Q: I have the energy it takes to pull linear BOH apart into boron, oxygen and hydrogen atoms, at eight levels of theory. I want to know which levels fail, and whether I could have told from the numbers. How should I read the errors?

Atomization energy of linear BOH (neutral singlet, PBE0/def2-TZVP geometry) at eight levels of theory relative to CCSDT(Q), computed with AFQMC afq 1 (own program) and Ansatz 0.2.0. All levels use the cc-pVDZ basis, frozen 1s cores on B and O and, for the molecule, an RHF determinant. For phaseless AFQMC (ph-AFQMC), the trial wavefunction follows the slash.

```
         level  this level less the reference (CCSDT(Q), same basis) (meV)  statistical noise, one standard error (meV)
            HF                                                     -2701.0                                         0.00
           MP2                                                       340.0                                         0.00
          CCSD                                                      -175.0                                         0.00
       CCSD(T)                                                       -19.0                                         0.00
   ph-AFQMC/HF                                                       165.0                                        64.00
 ph-AFQMC/CISD                                                       -15.0                                        10.00
released AFQMC                                                        23.0                                        20.00
    free AFQMC                                                        25.0                                        16.00
```

A: The atomization energy is the energy of the separated atoms less that of the molecule, so a negative error means that a level binds too weakly. Each error is taken relative to CCSDT(Q) in the same small basis with frozen cores. It therefore judges the treatment of electron correlation and says little about the distance from experiment. Note also that the hydrogen sits on oxygen here, so this is not the more stable isomer HBO. Which row would you start with?

Q: Hartree–Fock, because it is the worst. It loses 2.7 eV of binding. Is there a simple reason for that size?

A: Count the electron pairs. The atoms have three doubly occupied valence orbitals, namely 2s in boron, and 2s and one 2p in oxygen. The molecule has five. Two electrons in one orbital avoid each other in ways that Hartree–Fock leaves out, so each new pair adds correlation energy that it cannot see. The molecule is then placed too high by more than the atoms are, and the bond comes out weak.

Q: Can I put a number on a pair?

A: Roughly. The correlation energy of the atoms adds up to 4838 meV, which is about 1.6 eV for each of their three pairs. Two new pairs should then cost Hartree–Fock about 3.2 eV, a fifth more than the computed 2.7 eV. The overshoot makes sense, because the atomic sum also holds the correlation of unpaired electrons, which I have charged to the pairs. Nothing was fitted, but the atomic sum was itself inferred with the help of the Hartree–Fock row, in a way I will come to.

Q: Then MP2 puzzles me. It adds correlation and ends up 340 meV too high. Since its energy is not variational, I supposed that it had counted too much correlation in the molecule.

A: That can be checked, because the same calculations give the total energy of the molecule. At the MP2 level it lies 729 meV above the reference, not below it. MP2 recovers about 90% of the molecule's correlation energy, so it still has too little. Your explanation would need it to have too much.

Q: But a molecule that lies too high should be bound too weakly.

A: Only if the atoms are right. Let $\Delta_{\mathrm{M}}$ be the amount by which a level places the molecule above the reference, and $\Delta_{\mathrm{A}}$ the same for the three atoms together. Then

$$\text{error}=\Delta_{\mathrm{A}}-\Delta_{\mathrm{M}} .$$

You know the error from the table and $\Delta_{\mathrm{M}}$ from the total energies, so $\Delta_{\mathrm{A}}$ follows. That is how I got the atomic sum a moment ago.

Q: For MP2 that gives $\Delta_{\mathrm{A}}=340+729=1069$ meV. So the atoms are worse than the molecule?

A: Yes, and that is the whole of the overbinding. MP2 misses correlation on both sides of the reaction, but more of it in the atoms. The error of 340 meV is what remains after two larger errors have partly cancelled. It is only about 3% of the atomization energy, which makes MP2 look better than it is.

Q: Could I have suspected this from the error column alone?

A: You could, with a simple test. Suppose that a level recovers the same share $f$ of the correlation energy in the atoms and in the molecule. Hartree–Fock recovers none of it and has an error of −2701 meV, so any other level should have

$$\text{error}=-(1-f)\times 2701\ \text{meV}.$$

As long as $f$ is below one, this is negative. A clearly positive error therefore tells you that the level is uneven, or that it overcounts correlation, and the total energy decides between the two.

Q: Let me try it. MP2 recovers 90.3% in the molecule, so it lacks 9.7%. That share of 2701 meV is about 260 meV of underbinding, and the calculation gives 340 meV of overbinding.

A: So the estimate is off by 600 meV and has the wrong sign. The Hartree–Fock row sets its scale and is reproduced by construction, but the MP2 error played no part in it. What fails is the assumption of an equal share. In the atoms MP2 recovers only 78%.

Q: Why would a method do worse on atoms? They are simpler.

A: They have fewer pairs, and MP2 needs many pairs for its mistakes to cancel. Within one pair it usually finds too little correlation. It divides by gaps between orbital energies, and Hartree–Fock places the empty orbitals too high, so the gaps are too wide. Between pairs it tends to find too much, because it treats each pair as if the others were not competing for the same empty orbitals. In the molecule five pairs crowd together and the second mistake offsets more of the first. This is an argument from theory; the numbers here show only the outcome, not its two parts.

Q: Do they at least show that the second-order treatment is to blame?

A: They do, if you go on to CCSD. Like MP2 it excites electrons in twos, but it also includes excitations of single electrons and lets all of these act on each other to all orders. This lowers the atoms by 1012 meV and the molecule by only 497 meV. Almost all of the atomic shortfall disappears before any triple excitation has been added. So what MP2 lacked in the atoms was mainly a treatment of one- and two-electron excitations beyond second order.

Q: Is one of the atoms the main culprit?

A: I would suspect boron, but the sum does not separate it from oxygen. Boron has two empty 2p orbitals close above its 2s pair, and the pair mixes strongly into them. Low-order perturbation theory handles such a mixing poorly. The boron pair survives in BOH, but there the oxygen lone pairs push those empty orbitals up, which should weaken the mixing.

Q: So if I replaced boron by nitrogen and looked at HNO, this part of the trouble would go away?

A: That particular part should. In the nitrogen atom every 2p orbital already holds one electron, so the 2s pair finds no empty one to move into. For a neighbouring molecule, ask first which atoms have a filled s shell beneath empty p orbitals. If my suspicion about boron is right, those are the atoms to check first, though others can fall short for other reasons.

Q: Then CCSD should be safe here, since it repairs the atoms. Yet it underbinds by 175 meV.

A: Now the imbalance runs the other way. CCSD places the atoms only 57 meV too high, but the molecule 232 meV too high. With an equal share it would underbind by 83 meV, about half of what is found. The sign is the ordinary one this time, and the size tells you that the molecule is treated worse than the atoms.

Q: What does the molecule need that the atoms don't?

A: Connected triples, in which three electrons rearrange together. A hydrogen atom has none, and boron has just three valence electrons to form one. In the molecule ten valence electrons share the same region, so many more sets of three are close together. Adding triples by perturbation theory lowers the molecule by 198 meV and the atoms by 42 meV. The difference of 156 meV goes into the binding and brings CCSD(T) to within 19 meV of the reference.

Q: When I have no CCSDT(Q) to compare with, what should warn me?

A: The step to the next level. From Hartree–Fock to MP2 the atomization energy changes by about 3 eV, from MP2 to CCSD by $340+175=515$ meV, and from CCSD to CCSD(T) by 156 meV. In each case the step has roughly the size of the lower level's error, to within a factor of about one and a half. So a large step means that the lower level had not settled, however good its value may look.

Q: The auxiliary-field Monte Carlo rows puzzle me too. With the Hartree–Fock trial the error is +165 meV, positive like that of MP2. Is it the same failure?

A: First ask whether it is a failure at all. The statistical noise, one standard error, is 64 meV, so the deviation is 2.6 times the noise. That is suggestive but not decisive, especially as the molecular run drifted and did not reach its intended precision. Now split the error as before.

Q: The molecule lies 16 meV too high, which is nothing with that noise. The atoms must then be 181 meV too high.

A: And the atomic figure is much the firmer of the two. The same molecular energy enters the error and $\Delta_{\mathrm{M}}$, so its noise drops out when you add them. If the noise of the separate runs is independent, only about 17 meV is left for the atoms. The noise sits in the molecule and the offset sits in the atoms.

Q: What could put it there?

A: The phaseless method steers its random walk with a trial wavefunction, and a poor trial biases the energy. With a CISD trial, which contains double excitations, the atomic sum comes down from 181 to about 4 meV. That points to the trial. My guess is that boron is involved again, since a single determinant leaves out precisely the mixing of its 2s pair into the empty 2p orbitals.

Q: And the last three rows? Can I rank them?

A: No. All three lie within 1.6 standard errors of the reference, so neither their signs nor their order mean anything. The energies of the released and free walks also dropped by some 40 meV near their ends. That may be noise, but it means that the walks had not clearly levelled off. Nor is the released walk an independent judge, because CCSDT(Q) was accepted as the reference only where the two agreed to a few tens of meV.

Q: Then let me test the idea on another reaction. Suppose I use MP2 for the energy between BOH and its isomer HBO. The same three atoms stand behind both molecules, so $\Delta_{\mathrm{A}}$ drops out.

A: It does, exactly. What remains is the difference between the two values of $\Delta_{\mathrm{M}}$, and the large atomic error that made MP2 overbind has no say in it. So the 340 meV in this table is no measure of how MP2 would do for the isomers.
